**Axial ratio of hypothetical hcp V, Cr, Nb, Mo, Ta and W against d-band filling**

The table holds c/a, volume per atom and bulk modulus of six group 5 and 6 metals in the hcp structure, from scalar-relativistic plane-wave PAW calculations with BLYP and no spin polarisation. The program derives bond lengths, group steps and stress anisotropies, and tests an unadjusted canonical d-band model with pair repulsion, at two exponents and two neighbour sets, beside a filling-blind second-moment model. All c/a lie 9 to 13 % above the ideal value and fall from group 5 to group 6 in each period. The model gives a window of stretched c/a for 3 to 4.5 d electrons and the sign of the step, but misses the table by 0.13 to 0.22 rms, comparable with the 0.18 of the filling-blind model. Leftover stresses put the uncertainty in c/a at order 0.01, so the Ta–W step is unresolved.

Metals of groups 5 and 6, each relaxed in the hcp structure without spin polarisation. Ansatz 0.2.0, DFT with the BLYP functional, scalar-relativistic PAW, plane-wave cutoff 420 eV, Fermi-Dirac smearing of width 0.1 eV. The bulk modulus comes from an equation of state over uniform scalings of the relaxed cell.

## Analysis program

```python
# Table: c/a, volume, bulk modulus of hypothetical non-magnetic hcp V, Cr, Nb, Mo, Ta, W (Ansatz 0.2.0, PAW, BLYP, scalar-relativistic).
# Tested: unfitted canonical d-band model of c/a against band filling; filling-blind second-moment model; size; stress noise.
T = {
    'element': ['V', 'Cr', 'Nb', 'Mo', 'Ta', 'W'],
    'Z': [23, 24, 41, 42, 73, 74],
    'valence_electrons': [5, 6, 5, 6, 5, 6],
    'k_mesh': ['15×15×8', '16×16×8', '14×14×7', '15×15×7', '14×14×7', '15×15×7'],
    'c_over_a_BLYP': [1.825, 1.805, 1.849, 1.782, 1.8, 1.795],
    'volume_BLYP': [14.25, 12.31, 19.4, 16.76, 19.36, 17.11],  # Å³
    'bulk_modulus_BLYP': [159, 215, 148, 215, 174, 254],  # GPa
}
import numpy as np
el = T['element']; r = np.array(T['c_over_a_BLYP'], float); V = np.array(T['volume_BLYP'], float)
B = np.array(T['bulk_modulus_BLYP'], float); nv = np.array(T['valence_electrons'], int); ix = {e: i for i, e in enumerate(el)}
r0 = np.sqrt(8/3); a = (4*V/(np.sqrt(3)*r))**(1/3); x = np.sqrt(1/3 + r**2/4)
# further outputs of the same runs: smearing entropy TS (eV per 2-atom cell, volume factor 1); (factor, stress xx, zz in GPa)
TS = dict(V=0.1213, Cr=0.10886, Nb=0.097395, Mo=0.089415, Ta=0.090274, W=0.074129)
S = dict(V=[(0.96, 7.117, 6.804), (1, 0.029, 0.024)], Cr=[(0.92, 22.159, 19.400), (0.96, 9.939, 8.706)],
         Nb=[(0.96, 6.523, 6.110), (1, -0.24, 0.14)], Mo=[(0.96, 10.038, 8.539), (1, -0.099, 0.185)],
         Ta=[(0.92, 18.284, 15.459), (1, 0.45, -0.18)], W=[(0.92, 27.157, 21.098), (1, 0.08, -0.25)])
g = np.array([3*TS[e]/(np.pi**2*0.1**2)/2 for e in el])
print(f"ideal c/a {r0:.3f}; c/a is rounded to 0.001; g = states/eV/atom at Fermi level from smearing entropy")
print("el   c/a  excess   %   in-plane(A) interlayer(A) ratio   g")
for i, e in enumerate(el): print(f"{e:2s} {r[i]:.3f} {r[i]-r0:+.3f} {100*(r[i]/r0-1):4.1f}   {a[i]:.3f}   {a[i]*x[i]:.3f}   {x[i]:.3f}  {g[i]:.2f}")
pairs = [('V', 'Cr'), ('Nb', 'Mo'), ('Ta', 'W'), ('Nb', 'Ta')]
for p, q in pairs:
    i, j = ix[p], ix[q]; print(f"{p}->{q}: c/a {r[j]-r[i]:+.3f}, volume {100*(V[j]/V[i]-1):+.1f}%, B {100*(B[j]/B[i]-1):+.0f}%, g {100*(g[j]/g[i]-1):+.0f}%")
print("group mean c/a (spread): " + ", ".join(f"group {n}: {r[nv==n].mean():.3f} ({np.ptp(r[nv==n]):.3f})" for n in (5, 6)))
print("correlation of c/a, six rows: " + ", ".join(f"{n} {np.corrcoef(r, y)[0, 1]:+.2f}" for n, y in (('volume', V), ('B', B), ('g', g), ('valence', nv))))
print("D = stress xx - zz; c/a shifts are orders of magnitude, assumed shear modulus B/3")
sl = {}
for e in el:
    (f1, x1, z1), (f2, x2, z2) = S[e]; i = ix[e]; G2 = 2*B[i]/3; sl[e] = ((x2-z2)-(x1-z1))/np.log(f2/f1)
    res = f"D at 1.00 {x2-z2:+.2f} GPa, shift to cancel {-r[i]*(x2-z2)/G2:+.3f}" if f2 == 1 else "D at 1.00 not given"
    print(f"{e:2s} dD/dlnV ({f1}-{f2}) {sl[e]:.0f} GPa = {sl[e]/B[i]:.2f} B; shift per +1% V {-r[i]*sl[e]*0.01/G2:+.3f}; {res}")
# canonical d band: orbitals as orthonormal traceless symmetric tensors, a = 1
Q = np.zeros((5, 3, 3)); s = 2**-0.5
for m, (i, j) in enumerate([(0, 1), (1, 2), (0, 2)]): Q[m, i, j] = Q[m, j, i] = s
Q[3] = np.diag([s, -s, 0]); Q[4] = np.diag([-1, -1, 2])/np.sqrt(6)
cart = lambda F, c: F @ np.array([[1, 0, 0], [0.5, np.sqrt(3)/2, 0], [0, 0, c]])
k = np.array([(i/16, j/16, (l+0.5)/10) for i in range(16) for j in range(16) for l in range(5)]); nk = len(k)
def block(F, c):
    R = cart(F, c); d = np.linalg.norm(R, axis=1); n = R/d[:, None]
    Qn = np.einsum('mij,bj->bmi', Q, n); u = np.einsum('bmi,bi->bm', Qn, n); uu = u[:, :, None]*u[:, None, :]
    P0 = 1.5*uu; P1 = 2*(np.einsum('bmi,bni->bmn', Qn, Qn) - uu)
    h = (-6*P0 + 4*P1 - (np.eye(5) - P0 - P1))*d[:, None, None]**-5.0
    return (np.exp(2j*np.pi*(k @ F.T)) @ h.reshape(len(F), 25)).reshape(nk, 5, 5), d
cs = r0 + 0.02*np.arange(-8, 22); rg = range(-2, 3); E = {}; D = {}
FA = np.array([(1, 0, 0), (-1, 0, 0), (0, 1, 0), (0, -1, 0), (1, -1, 0), (-1, 1, 0)], float)
FB0 = np.array([(i+1/3, j+1/3, z) for i in rg for j in rg for z in (-0.5, 0.5)])
for nn, cut in ((12, 1.1), (18, 1.5)):
    FB = FB0[np.linalg.norm(cart(FB0, r0), axis=1) < cut]; ee = []; dd = []
    for c in cs:
        HA, dA = block(FA, c); HB, dB = block(FB, c); H = np.zeros((nk, 10, 10), complex)
        H[:, :5, :5] = HA; H[:, 5:, 5:] = HA; H[:, :5, 5:] = HB; H[:, 5:, :5] = HB.conj().transpose(0, 2, 1)
        ee.append(np.sort(np.linalg.eigvalsh(H).ravel())); dd.append(np.r_[dA, dB])
    E[nn] = np.array(ee); D[nn] = np.array(dd)
Sp = lambda nn, p: (D[nn]**-float(p)).sum(1)
F = lambda N, nn, p: -E[nn][:, :int(round(N*nk))].sum(1)/nk/Sp(nn, p)**(5/p)
sets = [(12, 10), (18, 10), (12, 15), (18, 15)]; best = lambda y: cs[int(np.argmax(y))]
print(f"d-band model: best c/a on grid {cs[0]:.2f}-{cs[-1]:.2f}, step 0.02 (end values mean no optimum inside)")
print(f"N_d  (neighbours,p) = (12,10) (18,10) (12,15) (18,15) | % bond gain at c/a {cs[17]:.2f} over ideal")
for N in (2, 3, 3.5, 4, 4.5, 5, 5.5, 6, 7, 8):
    print(f"{N:3.1f}  " + " ".join(f"{best(F(N, *t)):.2f}" for t in sets) + " | " + " ".join(f"{100*(F(N, *t)[17]/F(N, *t)[8]-1):+.2f}" for t in sets))
for t in sets:
    dv = np.array([best(F(n-1, *t)) for n in nv]) - r
    print(f"model {t} minus table, N_d = valence-1: " + " ".join(f"{e} {d:+.2f}" for e, d in zip(el, dv)) + f"; rms {np.sqrt(np.mean(dv**2)):.2f}")
b2 = best(np.sqrt(Sp(12, 10))/Sp(12, 15)**(1/3)); print(f"filling-blind second-moment model (12,15): c/a {b2:.2f}, rms miss {np.sqrt(np.mean((b2-r)**2)):.2f}")
for i in (8, 17):
    e = E[12][i]/np.sqrt(np.mean(E[12][i]**2)); gd = [np.exp(-(e-e[N*nk])**2/(2*0.08**2)).sum()/(nk*0.08*np.sqrt(2*np.pi)) for N in (4, 5)]
    print(f"12 neighbours, c/a {cs[i]:.2f}: scaled moments m3 {np.mean(e**3):+.3f}, m4 {np.mean(e**4):.3f}; g x rms width: N_d=4 {gd[0]:.2f}, N_d=5 {gd[1]:.2f}")
assert np.all(r - r0 > 0.1)
assert all(r[ix[q]] < r[ix[p]] and V[ix[q]] < V[ix[p]] for p, q in pairs[:3])
assert abs(V[ix['Nb']] - V[ix['Ta']]) < 0.1 and r[ix['Nb']] - r[ix['Ta']] > 0.03
assert all(v < 0 for v in sl.values())
```

It prints:

```
ideal c/a 1.633; c/a is rounded to 0.001; g = states/eV/atom at Fermi level from smearing entropy
el   c/a  excess   %   in-plane(A) interlayer(A) ratio   g
V  1.825 +0.192 11.8   2.622   2.832   1.080  1.84
Cr 1.805 +0.172 10.5   2.507   2.686   1.071  1.65
Nb 1.849 +0.216 13.2   2.894   3.154   1.090  1.48
Mo 1.782 +0.149  9.1   2.790   2.962   1.062  1.36
Ta 1.800 +0.167 10.2   2.918   3.120   1.069  1.37
W  1.795 +0.162  9.9   2.803   2.991   1.067  1.13
V->Cr: c/a -0.020, volume -13.6%, B +35%, g -10%
Nb->Mo: c/a -0.067, volume -13.6%, B +45%, g -8%
Ta->W: c/a -0.005, volume -11.6%, B +46%, g -18%
Nb->Ta: c/a -0.049, volume -0.2%, B +18%, g -7%
group mean c/a (spread): group 5: 1.825 (0.049), group 6: 1.794 (0.023)
correlation of c/a, six rows: volume +0.16, B -0.76, g +0.48, valence -0.70
D = stress xx - zz; c/a shifts are orders of magnitude, assumed shear modulus B/3
V  dD/dlnV (0.96-1) -8 GPa = -0.05 B; shift per +1% V +0.001; D at 1.00 +0.01 GPa, shift to cancel -0.000
Cr dD/dlnV (0.92-0.96) -36 GPa = -0.17 B; shift per +1% V +0.005; D at 1.00 not given
Nb dD/dlnV (0.96-1) -19 GPa = -0.13 B; shift per +1% V +0.004; D at 1.00 -0.38 GPa, shift to cancel +0.007
Mo dD/dlnV (0.96-1) -44 GPa = -0.20 B; shift per +1% V +0.005; D at 1.00 -0.28 GPa, shift to cancel +0.004
Ta dD/dlnV (0.92-1) -26 GPa = -0.15 B; shift per +1% V +0.004; D at 1.00 +0.63 GPa, shift to cancel -0.010
W  dD/dlnV (0.92-1) -69 GPa = -0.27 B; shift per +1% V +0.007; D at 1.00 +0.33 GPa, shift to cancel -0.003
d-band model: best c/a on grid 1.47-2.05, step 0.02 (end values mean no optimum inside)
N_d  (neighbours,p) = (12,10) (18,10) (12,15) (18,15) | % bond gain at c/a 1.81 over ideal
2.0  1.57 1.57 1.61 1.61 | -0.94 -0.96 -2.38 -2.45
3.0  1.91 1.95 1.71 1.69 | +1.16 +0.89 -0.32 -0.63
3.5  2.01 2.05 1.71 1.71 | +1.36 +1.46 -0.12 -0.07
4.0  2.05 2.05 1.71 1.73 | +1.23 +1.63 -0.25 +0.10
4.5  1.95 2.03 1.67 1.69 | +0.70 +1.21 -0.77 -0.31
5.0  1.59 1.93 1.61 1.63 | -0.29 +0.19 -1.74 -1.32
5.5  1.55 1.47 1.61 1.61 | -0.64 -0.41 -2.09 -1.91
6.0  1.55 1.57 1.61 1.61 | -1.08 -0.88 -2.52 -2.37
7.0  1.47 1.47 1.59 1.59 | -0.99 -1.32 -2.44 -2.80
8.0  1.47 1.47 1.61 1.59 | +0.08 -1.00 -1.39 -2.48
model (12, 10) minus table, N_d = valence-1: V +0.23 Cr -0.21 Nb +0.20 Mo -0.19 Ta +0.25 W -0.20; rms 0.22
model (18, 10) minus table, N_d = valence-1: V +0.23 Cr +0.13 Nb +0.20 Mo +0.15 Ta +0.25 W +0.14; rms 0.19
model (12, 15) minus table, N_d = valence-1: V -0.11 Cr -0.19 Nb -0.14 Mo -0.17 Ta -0.09 W -0.18; rms 0.15
model (18, 15) minus table, N_d = valence-1: V -0.09 Cr -0.17 Nb -0.12 Mo -0.15 Ta -0.07 W -0.16; rms 0.13
filling-blind second-moment model (12,15): c/a 1.63, rms miss 0.18
12 neighbours, c/a 1.63: scaled moments m3 -0.240, m4 1.822; g x rms width: N_d=4 2.60, N_d=5 1.91
12 neighbours, c/a 1.81: scaled moments m3 -0.229, m4 1.801; g x rms width: N_d=4 2.12, N_d=5 2.67
```
